## Replacing one halogen beside another

Dichlorogermane, GeH₂Cl₂, carries two equal halogens on one germanium atom. If one of them becomes bromine, how far do the highest occupied level (HOMO), the lowest empty level (LUMO) and the gap between them move? The table, computed with a range-separated hybrid functional, offers two guides: the step from fluorine to chlorine in the same germanium frame, and all three halogens on a copper atom that also binds water. The asterisk marks the atom that is exchanged.

Halogen exchange in copper and germanium compounds in the gas phase, computed with Ansatz 0.2.0 at the CAM-B3LYP-D4/def2-TZVPP level on PBE0-D4/def2-TZVP geometries. Frames are SMILES strings in which * stands for the exchanged atom, named in the third column. Electronegativities are Pauling's tabulated values.

| formula | frame | * | Z | electronegativity | mean bond of the marked atom (Å) | HOMO (eV) | LUMO (eV) | gap (eV) |
| --- | --- | --- | --- | --- | --- | --- | --- | --- |
| CuFH2O | *[Cu-][OH2+] | F | 9 | 3.980 | 1.755 | -8.17 | -0.49 | 7.68 |
| ClCuH2O | *[Cu-][OH2+] | Cl | 17 | 3.160 | 2.072 | -8.12 | -0.55 | 7.57 |
| BrCuH2O | *[Cu-][OH2+] | Br | 35 | 2.960 | 2.204 | -7.85 | -0.61 | 7.25 |
| ClFGeH2 | *[GeH2][Cl] | F | 9 | 3.980 | 1.730 | -10.59 | 0.73 | 11.32 |
| Cl2GeH2 | *[GeH2][Cl] | Cl | 17 | 3.160 | 2.138 | -10.37 | 0.34 | 10.71 |
| BrClGeH2 | *[GeH2][Cl] | Br | 35 | 2.960 | 2.294 | ? | ? | ? |

**The occupied level.** The top levels of the germanium compounds are most likely halogen lone pairs, electron pairs that take little part in bonding. Fluorine holds its lone pairs far more tightly than chlorine does. In GeH₂FCl the top level should therefore be nearly a pure chlorine lone pair, at an energy e = −10.59 eV. Each chlorine has two such pairs; the model follows only the upper level. In GeH₂Cl₂ two equal lone pairs can mix, and one combination is pushed up by a coupling t. If the whole rise of the HOMO from F to Cl is due to this mixing, t is 0.22 eV.

Bromine's lone pair lies higher than chlorine's by some offset d. Two coupled levels at e and e + d have their upper combination at

HOMO = e + d/2 + √(d²/4 + t²).

The limits show what this means. If d is much larger than t, the HOMO sits on bromine and follows its lone pair fully. If d is small, the HOMO is shared equally and rises by only half of d. The effect of a new halogen thus depends on how well its level matches that of the halogen already there.

For d I take about 0.6 eV, roughly the difference between the ionisation energies of methyl chloride and methyl bromide when bromine's spin-orbit splitting, absent from these calculations, is averaged out. The estimate is then −10.59 + 0.30 + √(0.09 + 0.05) = −9.92 eV. The coupling is the uncertain part of the picture, because fluorine also withdraws electrons and may lower the chlorine level in GeH₂FCl. The computed levels point that way. If the top two levels of GeH₂FCl and the top four of GeH₂Cl₂ are all chlorine lone pairs, their average rises by about 0.1 eV, whereas mixing alone would leave it unchanged in this model. With no coupling at all, the HOMO would be the GeH₂Cl₂ value raised by the full offset, −10.37 + 0.6 = −9.77 eV.

**The empty level.** The LUMO is taken to be antibonding between germanium and halogen, so a weaker bond should leave it lower. Rough bond energies are 4.9, 3.6 and 2.9 eV for Ge–F, Ge–Cl and Ge–Br. From F to Cl the LUMO falls by 0.39 eV while the bond weakens by 1.3 eV; the further weakening of 0.7 eV then gives a fall of 0.21 eV. This is a scaling rule drawn through two points, and an empty level so near zero also depends on the basis set.

**What copper suggests.** From F to Cl the copper HOMO rises by only 0.05 eV, probably because the top level changes its kind: in the fluoride a single level stands above a close pair, while in the chloride and bromide the pair is on top. Followed by itself, the pair rises by 0.43 eV. From Cl to Br the pair stays on top; the HOMO rises by 0.27 eV and the gap narrows by 0.32 eV. Carried over to germanium, these steps give a HOMO of −10.10 eV and a gap of 10.39 eV. I expect a larger step in germanium, because the top levels of the copper compounds probably mix halogen lone pairs with copper 3d orbitals. A level that belongs only partly to the halogen feels only part of the exchange.

The forecasts for GeH₂ClBr, with ranges set by judgement, are:

- HOMO −9.92 ± 0.2 eV, higher than in GeH₂Cl₂
- LUMO 0.13 ± 0.2 eV, slightly lower
- gap 10.05 ± 0.3 eV, narrowed mostly by the HOMO

The HOMO carried over from copper lies just inside the first range and the gap only just outside the third, so the gap is the better test of the two views, though not a sharp one.

The withheld rows as computed:

| formula | frame | * | Z | electronegativity | mean bond of the marked atom (Å) | HOMO (eV) | LUMO (eV) | gap (eV) |
| --- | --- | --- | --- | --- | --- | --- | --- | --- |
| BrClGeH2 | *[GeH2][Cl] | Br | 35 | 2.960 | 2.294 | -9.93 | -0.02 | 9.90 |

All three values fall within their ranges, but not equally well. The HOMO agrees to about 0.01 eV, much closer than the model deserves: changing the offset by 0.2 eV either way would move the forecast by nearly as much. The version without coupling also stays within the range. The result therefore supports a lone-pair step larger than copper's, but it doesn't settle how strongly the two halogens mix. The calculations also leave out scalar relativity and spin-orbit coupling. The latter matters most for bromine, so the agreement is with a computed level, not with a measured one.

The LUMO lies 0.15 eV below its forecast, and this accounts for the miss in the gap. It falls by 0.36 eV, almost as far as from F to Cl, although the bond weakens only about half as much. The word "mostly" was thus too strong, since the HOMO supplies only a little more than half of the narrowing. A possible reason, untested here, is that the LUMO of GeH₂FCl already belongs mainly to the Ge–Cl bond. The step from F to Cl would then be a poor measure of how far an antibonding level drops when its own halogen is exchanged.

Copper proves a poor guide to the gap, which it overestimates by 0.49 eV. The larger part of that error comes from the empty level: from Cl to Br it falls by only 0.06 eV in copper, against 0.36 eV in germanium. This suggests, though orbital compositions were not examined, that the frontier levels do not sit on the halogen, or on its bond, to the same degree in the two frames. The printed output below gives the forecasts, their variants and the misses.

The analysis program printed:

```
Germanium, HOMO rise from F to Cl, taken as coupling t (eV): 0.22
Germanium, LUMO change from F to Cl (eV): -0.39
Germanium, gap change from F to Cl (eV): -0.61
Copper, HOMO rise from F to Cl (eV): 0.05
Copper, rise of the top of the close pair from F to Cl (eV): 0.4335
Copper, HOMO rise from Cl to Br (eV): 0.27
Copper, LUMO change from Cl to Br (eV): -0.06
Copper, gap change from Cl to Br (eV): -0.32
Forecast HOMO of BrClGeH2, error bar 0.2 (eV): -9.918
The same with a lone-pair offset of 0.4 eV (eV): -10.09
The same with a lone-pair offset of 0.8 eV (eV): -9.733
The same with offset 0.6 eV but no coupling (eV): -9.77
Rival HOMO, copper step carried over (eV): -10.1
Forecast LUMO of BrClGeH2, error bar 0.2 (eV): 0.13
Alternative LUMO from the line in bond length (eV): 0.1909
Forecast gap of BrClGeH2, error bar 0.3 (eV): 10.05
Rival gap, copper step carried over (eV): 10.39
Computed HOMO of BrClGeH2 (eV): -9.93
HOMO miss, forecast less computed (eV): 0.01202
Computed LUMO of BrClGeH2 (eV): -0.02
LUMO miss, forecast less computed (eV): 0.15
Computed gap of BrClGeH2 (eV): 9.9
Gap miss, forecast less computed (eV): 0.148
Computed HOMO rise from Cl to Br in germanium (eV): 0.44
Computed LUMO change from Cl to Br in germanium (eV): -0.36
Lone-pair offset that would reproduce the computed HOMO (eV): 0.5867
```
